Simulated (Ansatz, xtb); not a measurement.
## Relative energy of two isomers of C5H7BOS

Structure X: `Bc1sccc1OC`, a singlet. Structure Y: `Bc1ccc(OC)s1`, a singlet. Both are isolated molecules in the gas phase, relaxed with r2SCAN-D4/def2-SVP; the shapes shown needn't be the lowest conformers.

X (Å):

```tsv
atom	x (Å)	y (Å)	z (Å)
C	-1.1643	-0.0129	-0.7973
C	-0.4666	1.1460	-2.9103
C	0.3609	1.4794	-1.8540
C	-0.0350	0.8219	-0.6551
C	1.6921	1.7862	0.6283
B	-1.8750	-0.8643	0.2280
O	0.5644	0.9386	0.5370
S	-1.6994	0.0581	-2.4609
H	-2.8395	-1.5190	-0.0933
H	-1.4776	-0.8890	1.3672
H	-0.3882	1.5068	-3.9372
H	1.2049	2.1627	-1.9512
H	2.5079	1.4425	-0.0319
H	1.4331	2.8289	0.3733
H	2.0292	1.7427	1.6713
```

Y (Å):

```xyz
15

C    -0.9776   -0.5132   -0.6891
C    -0.8351   -0.2156    0.6723
C    -0.0827    0.9308    0.9639
C     0.3782    1.5491   -0.1976
C     1.5178    3.1790   -1.4577
B    -1.7083   -1.6526   -1.3539
O     1.1170    2.6562   -0.2002
S    -0.1234    0.7076   -1.6298
H    -1.7346   -1.7682   -2.5573
H    -2.2755   -2.4596   -0.6530
H    -1.2914   -0.8524    1.4347
H     0.1385    1.3240    1.9571
H     0.6371    3.4438   -2.0681
H     2.1333    2.4452   -2.0064
H     2.1093    4.0781   -1.2488
```

Energies in hartree; the thermal terms are from GFN2-xTB frequencies at re-optimised GFN2-xTB minima (ideal gas, soft modes damped towards free rotors, one conformer each, 298.15 K, 1 atm) and include the zero-point energy:

```
                              X           Y
E, CCSD(T)/def2-SVP  −691.266122  −691.264686
    E, MP2/def2-SVP  −691.164171  −691.162871
  E, MP2/def2-TZVPP  −691.889045  −691.888073
  zero-point energy     0.107159     0.107092
       H(298 K) − E     0.116571     0.116586
       G(298 K) − E     0.074191     0.074034
```

Task: Correct the CCSD(T) difference for the basis set by the MP2 change, then work out ΔE, ΔE₀, ΔH and ΔG for X → Y in kJ/mol (1 Eh = 2625.50 kJ/mol) and the equilibrium ratio [Y]/[X].

Result: 1. Differences Y − X: CCSD(T) +0.001436, MP2 in the small set +0.001300, MP2 in the large set +0.000972 Eh.
2. ΔE = +0.001436 + (+0.000972 − (+0.001300)) = +0.001108 Eh = +2.91 kJ/mol.
3. ΔE₀ = ΔE + ΔZPE = +0.001108 + (−0.000067) Eh = +2.73 kJ/mol.
4. ΔH = ΔE + (+0.000015) Eh = +2.95 kJ/mol.
5. ΔG = ΔE + (−0.000157) Eh = +2.50 kJ/mol, so ΔS = (ΔH − ΔG)/T = +1.5 J/(mol K).
6. kT = 0.9442 mEh, so K = [Y]/[X] = exp(−ΔG/kT) = exp(−1.01) ≈ 0.37.

The two are too close for this level to say which is favoured. An error of 4 kJ/mol in ΔG would change K by a factor of 5. Mirror images and further conformers aren't counted.

As drawn, both hold the same kinds of bond in the same numbers.

Other levels gave ΔE = −8.0 (GFN2-xTB); +1.9 (HF/STO-3G, GFN2-xTB geometries); −0.8 (r2SCAN-D4/def2-SVP//GFN2-xTB); −1.1 (r2SCAN-D4/def2-SVP); +3.3 (HF/def2-SVP); +3.4 (MP2/def2-SVP); +3.8 (CCSD(T)/def2-SVP) kJ/mol. The correlated steps freeze 12 core orbitals. Programs: Ansatz 0.2.0, xtb 6.7.1.

Moving the methoxy group from the carbon next to the borylated one to the far α-carbon of the thiophene ring barely changes the energy. Both isomers are push-pull systems: an oxygen lone pair can delocalise into the empty boron p orbital, across one C=C bond in X and through the whole diene unit in Y. The shorter path in X probably offsets the crowding of neighbouring substituents, which is mild because BH2 is small and the methyl group points away from it. No B–O bond forms in X, so chelation plays no part in the balance.

Correlation hardly alters the difference: HF, MP2 and CCSD(T) in the small basis give +3.3, +3.4 and +3.8 kJ/mol. r2SCAN-D4 reverses the sign, possibly because it favours the more extended conjugation in Y. Vibrational and entropic terms nearly cancel, as expected for positional isomers with the same ring and substituents. The total energies alone don't separate conjugation from steric or electrostatic contributions.
